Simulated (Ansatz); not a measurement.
# Appearance energy of a fragment ion: SnH2(CF3)F → [CF3]+ + SnH2F + e⁻

Species: SnH2(CF3)F, singlet; [CF3]+ `F[C+](F)F`, singlet; SnH2F `[F][SnH2]`, doublet. 

Shapes, held fixed at every level: PBE0-D4/def2-TZVP. Programs: Ansatz 0.2.0. Electronic energies: no zero-point or thermal term.

(1) Estimate ΔE of this reaction.

## Answers

(1) The highest level, CCSD(T)/def2-TZVPP, gives ΔE = +11.71 eV; the levels span +11.32 to +11.93. The column of differences is taken from that level and isn't an error. No measured value is set beside it here. Open shells run unrestricted unless RO is named. For atoms past krypton def2 sets carry core potentials with scalar relativity. Correlated rows may include outer-core shells of Sn, which these sets cover unevenly. The onset seen in experiment also holds zero-point changes and kinetic shifts. Times are processor times on shared x86 and Arm servers, and rough.

| level | kind | ΔE (eV) | less CCSD(T)/def2-TZVPP | CPU time (sum over the molecules) |
| --- | --- | --- | --- | --- |
| SPW92/def2-TZVPP | LDA | +11.93 | +0.22 | 7 s |
| B3LYP-D4/def2-TZVPP | global hybrid | +11.79 | +0.08 | 21 s |
| BHLYP-D4/def2-TZVPP | global hybrid | +11.76 | +0.05 | 17 s |
| B2PLYP/def2-TZVPP | double hybrid | +11.63 | -0.08 | 36 s |
| MP2/def2-SVP | perturbation theory | +11.32 | -0.39 | – |
| CCSD/def2-TZVPP | coupled cluster or CI | +11.67 | -0.04 | – |
| CCSD(T)/def2-TZVPP | coupled cluster or CI | +11.71 | 0.00 | 51 s |

Forming [CF3]+ from this stannane costs +11.71 eV at the coupled-cluster level. This energy can be read as the homolytic cleavage of the Sn–C bond plus the ionization of the CF3 radical, with the second term the larger. Removing the radical's unpaired electron leaves an empty carbon p orbital. Fluorine lone pairs donate into it and favour a planar cation, but the inductive pull of three fluorines offsets much of that stabilization.

Perturbative triples raise the CCSD value only slightly, so there is little sign of strong static correlation. LDA lies highest, probably because it overbinds the Sn–C bond. The low MP2 value can't be assigned to the method alone, since its basis is also smaller.

The SnH2F radical should ionize more easily than CF3, which suggests that the charge would prefer to stay on tin and that [CF3]+ is not the lowest-energy ionic product of Sn–C cleavage. The single channel computed here doesn't establish that ordering, nor whether fluorine migration to tin with loss of CF2 competes.
